The cation H₃N–CH₂–B(OH)₂ has an ammonium group at one end and a boronic acid at the other. Its structural formula puts the whole positive charge on nitrogen. A calculated electron density has no such label, so the charge must be found by dividing that density among the atoms.

The Hirshfeld charge does this with neutral free atoms as the measure. At each point in space, every atom receives a share of the density in proportion to what its free atom would have there. The charge is the nuclear charge minus the electrons received, in units of e. Such charges tend to be small, and another way of dividing would give other numbers, but the sum must always equal the charge of the molecule.

Hirshfeld charges, relative to spherical free atoms, of the singlet cation [H₃N–CH₂–B(OH)₂]⁺, computed with PySCF 2.14.0. The values come from a gas-phase B3LYP/def2-TZVP single point at the GFN2-xTB geometry of one conformer.

| row | hirshfeld charge (e) | computed element |
| --- | --- | --- |
| 1 | 0.016 | N |
| 2 | -0.044 | C |
| 3 | 0.289 | B |
| 4 | -0.221 | O |
| 5 | -0.227 | O |
| 6 | 0.179 | H |
| 7 | 0.211 | H |
| 8 | 0.212 | H |
| 9 | 0.080 | H |
| 10 | ? | H |
| 11 | ? | H |
| 12 | ? | H |

Atoms are named here by element and row, so H9 is the hydrogen in row 9. H6, H7 and H8 sit on nitrogen, and H9 and H10 on carbon. H11 belongs to the hydroxyl group of O4, and H12 to that of O5. The question marks stand for the three charges to be predicted.

**(a) Nitrogen carries a formal charge of +1. Where is the positive charge of the ammonium group in the computed density?**

*Solution.* It is mostly on the hydrogens. Nitrogen attracts electrons more strongly than hydrogen does, so it draws density from its three N–H bonds and ends up almost neutral, at +0.016 e. The NH₃ group as a whole holds 0.618 e. The formal charge counts bonds and electron pairs; it does not say which atom is short of electrons.

The bonding partner therefore matters for a hydrogen. H9, on the much less electron-attracting carbon, has only 0.080 e, less than half the charge of any hydrogen on nitrogen.

Surroundings seem to matter too, though less. H6 lies about 0.03 e below the mean of H7 and H8, and it alone points towards O5. The density from the same run shows a bent N–H···O contact here: H6 is 2.064 Å from O5, and a bond path, a line of locally raised density, joins the two. The contact could explain the lower charge, since some of the oxygen's density would reach the region credited to H6. Testing that effect would take a second conformer, with the ammonium group turned away.

**(b) Predict the charges of H10, H11 and H12, each with a range.**

*Solution.* The physical picture has three steps: the total charge fixes what the three atoms share, a near-twin fixes H10, and the two hydroxyl hydrogens divide the rest.

The first step is exact apart from rounding. With the NH₃ group taken as one term, followed by C2, B3, O4, O5 and H9, the known charges add up to

0.618 − 0.044 + 0.289 − 0.221 − 0.227 + 0.080 = 0.495 e.

The molecule has +1 e, so 1 − 0.495 = 0.505 e is left for the three hydrogens.

For the second step, H10 shares its carbon with H9 and should have nearly the same charge. One difference is the direction of the bond. Boron has a formally empty p orbital perpendicular to its plane, and a C–H bond that lies along this direction can give it a little density. C–H10 is better aligned than C–H9, so I add 0.005 e and predict 0.085 e.

That leaves 0.505 − 0.085 = 0.420 e for the hydroxyl pair, or 0.210 e each if they are alike. The positive ammonium end should make them differ. It attracts electrons, and in both O–H bonds the oxygen is nearer to it than the hydrogen is, so density should move from hydrogen to oxygen.

The strength of this pull can be compared by placing a point charge on nitrogen. The difference in its potential between the two ends of a bond is proportional to

1/r(N–O) − 1/r(N–H),

where r is the distance from nitrogen. This is about twice as large for O5–H12 as for O4–H11. The real charge is spread over the ammonium group, so only the direction and the rough ratio are of use. I choose a splitting of 0.020 e, which is a judgement and not a result of the formula.

The forecasts are:

- H10: 0.085 e, range 0.070 to 0.100 e, slightly above H9.
- H11: 0.200 e, range 0.180 to 0.220 e.
- H12: 0.220 e, range 0.200 to 0.240 e, the most positive of the three.

The expected order is H12 > H11 > H10. The ranges are also set by judgement. Because the forecasts were made to satisfy the total charge, an error in one must be balanced by the others, and only two of the three are independent tests.

**(c) Compare the forecasts with the computed values. Which steps of the reasoning hold, and what do the completed charges say about the spread of the positive charge along the molecule?**

The withheld rows as computed:

| row | hirshfeld charge (e) | computed element |
| --- | --- | --- |
| 10 | 0.082 | H |
| 11 | 0.213 | H |
| 12 | 0.210 | H |

*Solution.* All three values fall within their ranges, but the predicted order is wrong. H10 was forecast 0.003 e too high. H11 was forecast 0.013 e too low and H12 0.010 e too high. H12 was meant to be the most positive of the three, yet it comes out marginally below H11.

The twin argument works well: H10 and H9 differ by only 0.002 e. The sign agrees with the suggested role of boron's p orbital, but so small a difference, at a single approximate geometry, is no evidence for it. Simply copying the charge of H9 would have served slightly better.

The splitting of the hydroxyl pair is the real failure. Without it, both hydrogens would have been predicted at 0.210 e, within 0.003 e of the computed values. A still simpler model, the average of the three ammonium hydrogens, gives 0.201 e and does about as well as my forecasts for this pair. Neither hydroxyl hydrogen was used in forming that average.

The weak point lies in what the field argument describes. It concerns the change in each O–H bond when a positive charge is brought near, whereas the table lists total charges. I had assumed that the two hydrogens would be equal without the field. Their surroundings differ, however, and could offset its effect, so the near-equality does not show that the field is weak. A calculation on the neutral molecule H₂N–CH₂–B(OH)₂, with the shared atoms kept in place and compared one by one, would help to separate the two contributions.

The same caution applies to the spread of charge along the chain. The NH₃ group holds 0.618 e, the CH₂ group 0.118 e and the B(OH)₂ group 0.264 e. If these numbers measured induction alone, the effect would fall at carbon and rise again further away. They also contain the polarity that each group has in a neutral molecule, where the group charges add up to zero without each having to vanish. What the table does show is that, in this division, more than a third of the net charge lies outside the ammonium group.

A division by element gives another view. The five heavier atoms add up to

0.016 − 0.044 + 0.289 − 0.221 − 0.227 = −0.187 e,

so the seven hydrogens together carry 1 + 0.187 = 1.187 e, more than the charge of the whole cation. Boron is positive because its oxygen neighbours draw density from it, but they more than balance it. The hydrogens at the two ends look alike, but their charges mean different things. Each hydroxyl hydrogen is balanced by its own oxygen, so the two OH groups hold only −0.008 e and −0.017 e as wholes. The ammonium hydrogens have no such partner, because their nitrogen is almost neutral, and their charge remains as net charge of the group.

In this cation, the total charge and the bonding partner of each hydrogen were enough for a close forecast, and the corrections for the surroundings made it worse. One molecule can't show whether the same holds for others. The output below lists the forecasts, their misses and the comparison with the average fitted to the three ammonium hydrogens.

The analysis program printed:

```
charge left for the three withheld hydrogens together (e): 0.505
charge of the NH3 group (e): 0.618
H6 less the mean of H7 and H8 (e): -0.0325
share of C-H9 along the boron p direction: 0.6539
share of C-H10 along the boron p direction: 0.9153
pull of a point charge on N along O5-H12 over that along O4-H11 (ratio): 2.125
forecasts for H10, H11, H12 (e): 0.085, 0.2, 0.22
half-widths of the ranges for H10, H11, H12 (e): 0.015, 0.02, 0.02
computed charges of H10, H11, H12 (e): 0.082, 0.213, 0.21
forecast less computed for H10, H11, H12 (e): 0.003, -0.013, 0.01
fit of hirshfeld_charge on 3 rows (ammh): constant 0.2007 +/- 0.011; rms 0.0153, worst 6 0.0217, leave-one-out rms 0.023
  rows outside the fit (model, value, miss): 1 0.2007, 0.016, 0.185; 2 0.2007, -0.044, 0.245; 3 0.2007, 0.289, -0.0883; 4 0.2007, -0.221, 0.422; 5 0.2007, -0.227, 0.428; 9 0.2007, 0.08, 0.121; 10 0.2007, 0.082, 0.119; 11 0.2007, 0.213, -0.0123; 12 0.2007, 0.21, -0.00933
computed H10 less H9 (e): 0.002
computed H12 less H11 (e): -0.003
computed charge of the CH2 group (e): 0.118
computed charge of the B(OH)2 group (e): 0.264
```
